**Question: built-in potential of a Si n⁺p junction when the emitter is degenerate**

I have an abrupt silicon junction at $T=300$ K with an n⁺ emitter at $N_D=1\times10^{20}$ cm⁻³ and a p base at $N_A=1\times10^{17}$ cm⁻³. I know $qV_{bi}=kT\ln(N_AN_D/n_i^2)$, but $N_D$ is larger than $N_c$, so I don't trust it. What replaces it, how big is the correction, and can $qV_{bi}$ end up larger than the gap?

My data: $E_g=1.12$ eV (compiled value, Wing 2021) and static $\varepsilon_r=11.7$ (compiled value, Ioffe Institute). Typical values, assumed here: $g_v=6$ conduction valleys with a density-of-states mass $m=0.33\,m_0$ per valley, and a hole density-of-states mass $m_h=1.15\,m_0$ for all valence bands together. Bands are parabolic and rigid, and all dopants are ionised.

---

**Answer**

In your model $qV_{bi}\approx1.03$ eV. That is 31 meV above the Boltzmann formula and 85 meV below the gap. The gap is not exceeded for this pair of dopings. Within the model it is exceeded with this base once $N_D>3.1\times10^{20}$ cm⁻³, or with this emitter once the base hole density exceeds $2.6\times10^{18}$ cm⁻³.

**Why the formula holds**

At equilibrium $E_F$ is the same everywhere. With rigid bands both edges follow the electrostatic potential, so $qV_{bi}=E_c(\text{p side})-E_c(\text{n side})$, evaluated in the neutral regions. Measure the Fermi level *into* each majority band:

$$\eta_n=\frac{E_F-E_c(\text{n})}{kT},\qquad \eta_p=\frac{E_v(\text{p})-E_F}{kT}.$$

Positive $\eta$ means $E_F$ lies inside the band. Then $E_c(\text{n})=E_F-kT\eta_n$ and $E_c(\text{p})=E_g+E_F+kT\eta_p$, and subtraction gives

$$qV_{bi}=E_g+kT(\eta_n+\eta_p).$$

No statistics has entered yet. It enters through neutrality, $n=N_D$ and $p=N_A$ (minority carriers are negligible). Integrating the parabolic density of states against the Fermi function gives

$$N_D=N_cF_{1/2}(\eta_n),\quad N_A=N_vF_{1/2}(\eta_p),\quad F_j(\eta)=\frac{1}{\Gamma(j+1)}\int_0^\infty\frac{u^{j}\,du}{1+e^{u-\eta}},$$

$$N_c=2g_v\left(\frac{mkT}{2\pi\hbar^2}\right)^{3/2},\qquad N_v=2\left(\frac{m_hkT}{2\pi\hbar^2}\right)^{3/2}.$$

The factor $1/\Gamma(3/2)=2/\sqrt\pi$ is part of the convention. It makes $F_{1/2}\to e^\eta$ for $\eta\to-\infty$, where $\eta=\ln r$ with $r=N_D/N_c$ or $N_A/N_v$. Your formula then follows with $n_i^2=N_cN_ve^{-E_g/kT}$.

To invert $F_{1/2}$, start from $r=z-z^2/2^{3/2}+z^3/3^{3/2}-\dots$ with $z=e^\eta$ and revert the series. This is the Joyce–Dixon expansion (1977):

$$\eta=\ln r+\frac{r}{\sqrt8}-4.950\times10^{-3}\,r^2+1.484\times10^{-4}\,r^3-4.426\times10^{-6}\,r^4+\dots$$

The $r^2$ coefficient is $3/16-\sqrt3/9$. The leading correction is positive because the Pauli principle forces a higher $E_F$ than Boltzmann statistics for the same density.

In the opposite limit $F_{1/2}\to4\eta^{3/2}/(3\sqrt\pi)$. Inserting $N_c$, the temperature cancels:

$$kT\eta\to E_{F0}=\frac{\hbar^2k_F^2}{2m},\qquad k_F=\left(\frac{3\pi^2N}{g_v}\right)^{1/3},$$

with $m$ the mass of one valley. This grows without bound as $N^{2/3}$, so $\eta_n+\eta_p>0$, which is the condition for $qV_{bi}>E_g$, is reachable.

**Numbers** (unrounded values are carried between steps)

$kT=25.85$ meV and $2(m_0kT/2\pi\hbar^2)^{3/2}=2.509\times10^{19}$ cm⁻³, so

- $N_c=6\times0.33^{3/2}\times2.509\times10^{19}=2.854\times10^{19}$ cm⁻³,
- $N_v=1.15^{3/2}\times2.509\times10^{19}=3.095\times10^{19}$ cm⁻³,
- $n_i=\sqrt{N_cN_v}\,e^{-E_g/2kT}=1.16\times10^{10}$ cm⁻³.

*Emitter.* $r_n=3.504$, and the series term by term is

$$\eta_n=1.254+1.239-0.061+0.006-0.001=2.437 .$$

Numerical inversion of the integral gives $\eta_n=2.44$ and differs from this truncated sum by less than $2\times10^{-4}$. The Fermi level lies $kT\eta_n=63.0$ meV above the conduction edge.

*Base.* $r_p=3.231\times10^{-3}$, so $\eta_p=-5.735+0.001=-5.734$ and $kT\eta_p=-148.2$ meV. The Fermi level lies 148.2 meV above $E_v$, in the gap, and Boltzmann statistics is ample here.

*Sum.* $\eta_n+\eta_p=-3.30$, and

$$qV_{bi}=1.12\ \text{eV}+0.0630\ \text{eV}-0.1482\ \text{eV}=1.035\ \text{eV}.$$

The third decimal serves only to compare approximations at fixed inputs, since $E_g$ itself has two.

*Cold limit.* $k_F=0.790$ nm⁻¹ and $\hbar^2/2m_0=0.03810$ eV nm² give $E_{F0}=72.1$ meV, or $\eta_0=E_{F0}/kT=2.79$. The Sommerfeld correction, $\eta\approx\eta_0-\pi^2/(12\eta_0)$, brings this to 64.5 meV. Dropping $g_v$ while keeping the single-valley mass would inflate $E_{F0}$ by $6^{2/3}=3.30$.

| treatment of the emitter | $kT\eta_n$ (meV) | $qV_{bi}$ (eV) |
|---|---|---|
| Boltzmann, $\ln r$ | 32.4 | 1.004 |
| $\ln r+r/\sqrt8$ | 64.4 | 1.036 |
| full $F_{1/2}$ | 63.0 | 1.035 |
| $E_{F0}$ with Sommerfeld term | 64.5 | 1.036 |
| $E_{F0}$ alone | 72.1 | 1.044 |

The emitter is moderately degenerate. Boltzmann statistics falls 31 meV short of the full integral, the cold limit overshoots it by 9 meV, and one correction term from either end lands within 2 meV.

**When is the gap exceeded?**

The threshold is $\eta_n=-\eta_p$. Keeping your base, it requires $N_D=N_cF_{1/2}(5.734)=3.1\times10^{20}$ cm⁻³. Keeping your emitter, it requires a hole density $N_vF_{1/2}(-2.44)=2.6\times10^{18}$ cm⁻³ in the base. So only one side has to be degenerate, provided $E_F$ lies further inside that band than it lies outside the other. Beyond the threshold $E_v(\text{p})$ is above $E_c(\text{n})$, so states of the two bands overlap in energy across the junction. With both $\eta$ positive you have the alignment of a tunnel diode. Both thresholds belong to the rigid-band model and move up once the band shifts below are included.

**What the model leaves out**

*Ionisation.* The emitter is far above the typical metal–insulator density of phosphorus in Si, about $4\times10^{18}$ cm⁻³, so the donor levels have merged with the band and full ionisation is sound. For boron in the base, assume the typical level $E_A-E_v=45$ meV and degeneracy 4. The ionised fraction $f$ solves $f=1/(1+Kf)$ with $K=4r_pe^{45\,\text{meV}/kT}=0.074$. Hence $f=0.94$, and $qV_{bi}$ changes by $kT\ln f=-1.7$ meV.

*Nonparabolicity.* For $E(1+\alpha E)=\hbar^2k^2/2m$ the density of states gains a factor $1+\tfrac52\alpha E$ to first order, so $r=F_{1/2}+\tfrac{15}{4}\alpha kT\,F_{3/2}$. With $dF_{1/2}/d\eta=F_{-1/2}$, fixed $r$ gives $\delta\eta_n=-\tfrac{15}{4}\alpha kT\,F_{3/2}/F_{-1/2}$. At $\eta_n$ the ratio of integrals is 3.38, and a typical $\alpha=0.5$ eV⁻¹ gives about $-4$ meV.

*The value of $N_v$.* Another typical textbook value, $1.04\times10^{19}$ cm⁻³, would raise every entry of the $qV_{bi}$ column by $kT\ln(3.095/1.04)=28$ meV at fixed $E_g$. The 31 meV degeneracy correction is untouched, because it depends on $r_n$.

*Band-gap narrowing.* This one rivals the effect you asked about. If interactions lower the emitter's conduction band by $\Delta E_c$ and raise the base's valence band by $\Delta E_v$, relative to the edges that follow the electrostatic potential, the same subtraction gives for the electrostatic step

$$qV_{bi}=E_g+kT(\eta_n+\eta_p)-\Delta E_c-\Delta E_v ,$$

with each $\eta$ measured from the shifted edge. One piece of $\Delta E_c$ is easy to size. Exchange among electrons of the same spin and valley lowers the state at $k_F$ by

$$\frac{e^2}{\varepsilon_0\varepsilon_r}\int_{k'<k_F}\frac{d^3k'}{(2\pi)^3}\frac{1}{|\mathbf k_F-\mathbf k'|^2}=\frac{e^2}{4\pi\varepsilon_0\varepsilon_r}\frac{k_F}{\pi}=\frac{1.440\ \text{eV nm}}{11.7}\times\frac{0.790\ \text{nm}^{-1}}{\pi}=31\ \text{meV}.$$

This is a $T=0$ estimate for spherical valleys, so read it as about 0.03 eV. It has the size of the degeneracy correction and the opposite sign. Correlation and the attraction to the screened donors lower the band further. On the base side the scale of such shifts is $e^2/(4\pi\varepsilon_0\varepsilon_rL_D)=9.5$ meV, with the Debye length $L_D=\sqrt{\varepsilon_0\varepsilon_rkT/e^2N_A}=12.9$ nm.

**Result**

The rigid parabolic model gives $V_{bi}\approx1.03$ V, against 1.00 V from Boltzmann statistics, with $qV_{bi}<E_g$. This is the model's number. The typical total gap narrowing of Si at $10^{20}$ cm⁻³ is of order 0.1 eV, shared between the two bands, and only the conduction share of it enters $V_{bi}$. The electrostatic step of a real junction is therefore expected to lie below the model value by several tens of meV, roughly a tenth of $V_{bi}$ at most. Fermi–Dirac statistics and narrowing should be switched on together, since each alone moves $V_{bi}$ by a comparable amount in opposite directions.